**Question.** For an MBE GaAs p+n step junction with NA/ND = 10⁴ I expected the 1/C² line to cut the voltage axis at Vbi − 2kT/q and so to tell me NA. I am told it carries almost no information on NA. Why, and what does it measure?

**Answer.** Holes spill into the n side and absorb part of Vbi. This is the case treated by Gummel and Scharfetter (1967).

**Model.** Take an abrupt step at x = 0, full ionisation, Boltzmann carriers and flat quasi-Fermi levels. Let u be the potential in units of kT/q, measured from the p bulk, v = qVR/kT the reverse bias, U = v + ln(NA·ND/ni²), r = NA/ND and L² = εkT/(q²ND). Then p = NA e^(−u) and n = ND e^(u−U). One integration of Poisson's equation, dropping e^(−U), gives

n side: εE²/(2kT·ND) = g = U − u − 1 + e^(u−U) + r e^(−u)
p side: εE²/(2kT·ND) = r(u − 1 + e^(−u))

Matching at x = 0 gives u₀ = 1 + (U − 2)/(r + 1).

The spilled holes come from the p contact, so the terminal charge is the electron deficit qND·L·w, not εE(0). With L du/dx = √(2g),

w = ∫ (1 − e^(u−U)) du/√(2g), from u₀ to U, and c = CL/ε = dw/dU.

Beyond the spill layer the integrand is −d√(2g)/du, so both e^(u−U) terms may be dropped if the integral ends at g = 0. Put t = u − ln r:

g = B − t + e^(−t), B = v + 2 ln(ND/ni) − 1.

NA survives only in the lower limit t₀ = u₀ − ln r. For r → ∞, differentiating with g as the integration variable gives

c = ∫ e^(−t)(1 + e^(−t))⁻² dt/√(2g),

which depends on B alone. Finite r changes c by −(1 − e/3)√(e/2) r^(−3/2) to leading order.

**Closed form.** Define Λ = B + ln Λ and τ = t + ln Λ, so g = Λ(1 + e^(−τ)) − τ. Since ∫[(1 + e^(−τ))^(−1/2) − θ(τ)]dτ = ln 4 (θ the unit step),

w = √(2Λ) + ln 4/√(2Λ) + O(Λ^(−3/2)).

Hence w²/2 ≈ U − 1 − ln(r/4Λ): the spill layer absorbs ln(r/4Λ) thermal voltages, valid for r ≫ Λ. With dΛ/dB = 1/(1 − 1/Λ), the quantity Φ = 1/(2c²) ∝ 1/C² is Λ + ln 4 − 2 + O(1/Λ). The intercepts, in kT/q, are

ideal slope (Φ − v): 2 ln(ND/ni) + ln 4Λ − 3
local tangent (Φ/Φ′ − v, Φ′ = dΦ/dv): 2 ln(ND/ni) + ln 4Λ − 4

This is the general statement 2 ln(ND/ni) + ln U + O(1), with the constant fixed and U replaced by the NA-free Λ.

**Numbers, 300 K (kT/q = 25.85 mV).** Compiled values: Eg = 1.42 eV (Wing 2021), εr = 12.87 (Rakita 2019), and 0 K band parameters me = 0.067 m₀, γ₁, γ₂, γ₃ = 6.98, 2.06, 2.93 (Vurgaftman 2001). The spherical average γ̄ = (2γ₂ + 3γ₃)/5 = 2.582 gives hole masses m₀/(γ₁ ∓ 2γ̄) = 0.5507 and 0.0823 m₀. Parabolic bands give Nc = 4.35×10¹⁷, Nv = 1.085×10¹⁹, ni = 2.57×10⁶ cm⁻³. Assume NA = 10¹⁹ cm⁻³, ND = 10¹⁵ cm⁻³, VR = 1 V.

L = 136 nm, 2 ln(ND/ni) = 39.56, v = 38.68, U = 87.45, u₀ = 1.009, B = 77.24, Λ = 81.64, spill drop 3.42. The integral gives Φ = 81.00 and C = 6.60 nF/cm².

Vbi: 1.261 V; Vbi − 2kT/q: 1.209 V
ideal slope: 1.094 V (integral), 1.095 V (closed form)
tangent: 1.067 V (integral), 1.069 V (closed form)

The tangent intercept lies 0.14 V below your expectation, and the slope is 1.3 % too steep, so ND reads low by that much. Vbi rises 60 mV per decade of NA, while finite r here raises Φ by only 2×10⁻⁴.

**Limits.** At NA/Nv = 0.92 Fermi statistics raise Vbi by 8 mV, but B is set by pn = ni²e^(−v) where both carriers are nondegenerate, so the intercept shifts only by order Λ·ND/Nv = 0.008 kT/q. Gap narrowing, traps and grading are left out. The intercept follows Eg essentially one for one, and Eg is listed to 0.01 eV, so the model's value is 1.07 V, fixed by ND, ni and the bias of the fit.